Each energy error in the table is a difference per atom between one calculation on a coarse k mesh and a single reference on a mesh twice as dense in every direction. The column "energy less reference" compares total energies extrapolated to zero smearing. The column "free energy less reference" compares free energies, which still contain the entropy term of the smeared occupations. The pressure is compared in the same way, and the force column gives the largest change of any force component on any atom. All runs use the r2SCAN functional, and the atoms do not move.

Al3Cu2 (P-3m1, 5 atoms in the cell) at fixed atoms, computed with Ansatz 0.2.0 (plane-wave PAW, scalar-relativistic, r2SCAN, no spin polarisation, cutoff 500 eV). All runs use Gaussian smearing, the rows on a 6×6×4 k mesh and the reference on a 12×12×8 mesh with a width of 0.1 eV. The energy is extrapolated to zero smearing, and pressure is positive in compression.

| occupation width (eV) | energy less reference (meV/atom) | free energy less reference (meV/atom) | pressure less reference (GPa) | largest force change (eV/Å) |
| --- | --- | --- | --- | --- |
| 0.01 | 4.24 | 4.79 | -0.08 | 0.0672 |
| 0.05 | 4.06 | 4.32 | -0.088 | 0.0641 |
| 0.1 | 3.83 | 3.52 | -0.082 | 0.0498 |
| 0.2 | 3.48 | 1.17 | -0.004 | 0.0298 |
| 0.4 | 2.29 | -6.45 | 0.151 | 0.00915 |

The reference has a width of 0.1 eV, so only the row at 0.1 eV differs from it in the mesh alone. Its energy error of 3.83 meV/atom is pure mesh error. In the other rows the width differs as well, and mesh error and smearing error come mixed. How well the reference itself is converged with the mesh is not shown, so all errors here are differences from it and not absolute errors.

## What happens

Wider smearing brings the zero-smearing energy and the forces closer to the reference at every step. From the narrowest to the widest setting the energy error falls to 54 % of its first value and the force error to 14 %.

The free energy and the pressure behave differently. Their errors pass through zero and come out on the other side, the free energy at −6.45 meV/atom and the pressure at +0.151 GPa. A user who looked only at these two columns might take 0.2 eV for the best width, since both errors are smallest there. The force error at that width is still 0.03 eV/Å, so the agreement is not convergence.

## Why the width matters on a coarse mesh

In a metal, bands cross the Fermi energy, and the occupation of a state drops from full to empty there. A k mesh replaces the continuous bands by a finite list of levels. Smearing lets the occupation fall gradually over an energy range set by the width $\sigma$. If this range holds many levels of the list, they stand in fairly well for the continuous bands. If it holds only one or two, the occupations near the Fermi energy depend on where those few levels happen to lie.

The spacing of the levels tells which case applies. The reference gives a density of states at the Fermi energy of about 0.24 states per eV and atom, by a route shown below. The coarse mesh has 24 points that symmetry leaves distinct, and together these give a mean spacing of about 0.07 eV between distinct levels. Widths of 0.01 and 0.05 eV lie below that spacing, and 0.4 eV lies far above it.

The entropy term makes this visible. It is written $TS$, although $T$ here is no real temperature, and only partly filled levels contribute to it. It therefore shows how many levels the smearing has caught.

For Gaussian smearing in its usual form, a state at energy $\varepsilon$ adds $\frac{\sigma}{2\sqrt{\pi}}\,e^{-(\varepsilon-\mu)^2/\sigma^2}$ to $TS$, where $\mu$ is the Fermi energy. Two limits follow:

- **A continuum of levels.** With a constant density of states $D$, the sum over states becomes an integral, and $TS = D\sigma^2/2$. Doubling the width makes the term four times as large.
- **A few levels fixed at the Fermi energy.** Each adds $\sigma/(2\sqrt{\pi})$ per state, so $TS$ grows only in proportion to the width.

A coarse mesh on which a partly filled level holds the Fermi energy should thus follow the second law at small widths and approach the first at large ones.

## One estimate in full

Smearing raises the energy $E$ by $D\sigma^2/4$, because some electrons move to higher levels. The free energy $F = E - TS$ then lies $D\sigma^2/4$ below the value without smearing. The mean of $E$ and $F$ is free of this leading error, and it is the zero-smearing energy of the table. The free energy therefore lies below the zero-smearing energy by $TS/2$.

In the reference, $TS$ is 5.95 meV for the cell of five atoms, so $TS/2$ is 0.595 meV/atom. Setting this equal to $D\sigma^2/4$ at 0.1 eV gives $D = 0.238$ states per eV and atom. For a width of 0.4 eV the continuum law then predicts

$$\frac{TS}{2} = \frac{0.238 \times 0.4^2}{4}\ \text{eV} = 9.5\ \text{meV/atom}.$$

The table gives the value to compare. At 0.4 eV the two energy columns differ by $2.29-(-6.45)=8.74$ meV/atom. The reference's own 0.595 has to be added, because it was subtracted along with the reference, and the result is 9.3 meV/atom. The prediction is 2 % too high, and the coarse-mesh row had no part in making it. So close a match may be partly luck: at 0.2 eV the term still lies 22 % above the law, and no wider row shows whether the ratio settles at one.

The same law fails at small widths, as it should if the levels are discrete. At 0.1 eV the coarse mesh has one and a half times the entropy term of the dense mesh at the same width. This is a clean comparison, and it shows that the coarse mesh puts too much weight close to the Fermi energy. At 0.01 eV the term is almost eight times what the continuum law gives.

The way the term grows changes too. Between 0.01 and 0.05 eV it rises roughly as $\sigma^{1.2}$, close to the law for a few fixed levels. From 0.1 to 0.2 eV, and again from 0.2 to 0.4 eV, it rises as about $\sigma^{1.7}$, which is nearer to the square law but does not reach it.

This slow growth explains why the zero-smearing energy falls. By theory, the free energy at fixed atoms drops with the width at the rate $TS/\sigma$. Adding back $TS/2$ makes up for the drop only if $TS$ grows as $\sigma^2$. Here it grows more slowly at every step, so the added half is too small and the zero-smearing energy sinks. This reduces the error only because the coarse mesh starts above the reference; from below, the same fall would enlarge it. On a mesh with no level near the Fermi energy the term would start close to zero and grow faster than the square, and the zero-smearing energy would be expected to rise instead.

The narrowest run even hints at which levels are involved. Its entropy term equals that of levels lying exactly at the Fermi energy at about 12 of the 144 mesh points. In this crystal, symmetry ties a general mesh point to 11 others with the same energies. A single such set, about half filled and holding the Fermi energy in place, would explain the number, but this is a guess that only a list of the levels could settle.

## Why the free energy changes sign

Between the narrowest and the widest setting, the free energy error falls by 11.24 meV/atom. The zero-smearing energy accounts for only 1.95 of this, and the growing entropy term for the other 9.29.

The free energy error is thus the zero-smearing error, which shrinks slowly with the width, minus half the entropy term of the row, which grows faster than the width itself, plus the fixed 0.595 meV/atom of the reference. The fixed part is why the free energy has the larger error of the two at 0.01 and 0.05 eV. Somewhere between 0.2 and 0.4 eV the sum passes through zero. The crossing marks no good setting, since a different mesh would change the first part and shift it.

## Why forces gain more than the energy

The narrowest run shows how badly a force can suffer. In the reference, two of the three aluminium atoms feel a force of only 0.002 eV/Å along the c axis. On the coarse mesh with a width of 0.01 eV the force is 0.065 eV/Å and points the other way. A relaxation started from there would first push these atoms in the wrong direction.

Theory offers a reason why forces respond more strongly than the energy. Suppose the coarse mesh fills one level near the Fermi energy where it should have filled another. The energy changes by the moved charge times the small difference between the two level energies. The force changes by the moved charge times the difference between the forces that the two states exert, and nothing makes that difference small. Wider smearing shares the charge among many levels and so removes much of this error.

This argument fits the two columns but is not proved by them. At 0.4 eV the forces also contain an error from the smearing itself, because they are derivatives of the free energy. The remaining 0.009 eV/Å may be a sum of both errors or a partial cancellation.

The energy error that survives at 0.4 eV raises a similar question. The entropy term there is almost that of a continuum, yet 2.29 meV/atom remain. A nearly correct entropy term is thus no proof that the energy is correct. How much of the remainder is mesh error, and how much comes from higher powers of the width that the extrapolation does not remove, would take a dense-mesh run at 0.4 eV to decide.

## Why the pressure misleads

The pressure error stays near −0.08 GPa up to a width of 0.1 eV; the slight dip at 0.05 eV is too small to deserve a cause. In the narrowest run, the only row of the table whose stress components are at hand, this modest value hides large errors: the stress is wrong by −0.84 GPa in each of the two directions in the plane and by +1.44 GPa along the c axis. The pressure is the mean of the three, in which they nearly cancel. A relaxation of the cell shape would feel them in full.

Theory supplies one cause for part of the rise at large widths. Pressure is the derivative of the free energy with respect to volume, with a minus sign, so the term $-D\sigma^2/4$ enters it. In a simple metal the density of states per atom grows as the crystal expands. Expansion then lowers the free energy a little further, which acts as an extra positive pressure.

For free electrons, $D$ grows as the volume to the power 2/3. From 0.1 to 0.4 eV this gives an extra pressure of about 0.07 GPa, while the table shows a rise of 0.23 GPa. The estimate has the right sign and order of magnitude but covers less than a third of the change. The mesh error at 0.1 eV is −0.082 GPa, so even its complete loss would supply only about half of the rest. What then remains needs another cause, such as a density of states that depends more strongly on volume than that of free electrons, or a mesh error that changes sign.

## What to do

Compare zero-smearing energies, not free energies, whenever the width is large or differs between runs. Do not judge a mesh by the pressure alone; look at the separate stress components and at the forces. Do not expect the width to replace k points either, since no width in the table brings the energy error below 2 meV/atom.

The entropy term also offers a cheap warning that needs no dense mesh. Run the same mesh at two widths and divide $TS$ by $\sigma^2$ in each. If the quotient rises clearly at the smaller width, as it does here at every step down from 0.4 eV, the smearing probably catches too few levels. A real peak in the density of states can have the same effect, so the next step is a denser mesh at the same width: if the quotient changes clearly, the mesh was too coarse. In a metal, a quotient that falls towards zero at the smaller width is a warning too, since the mesh may then have no level near the Fermi energy.
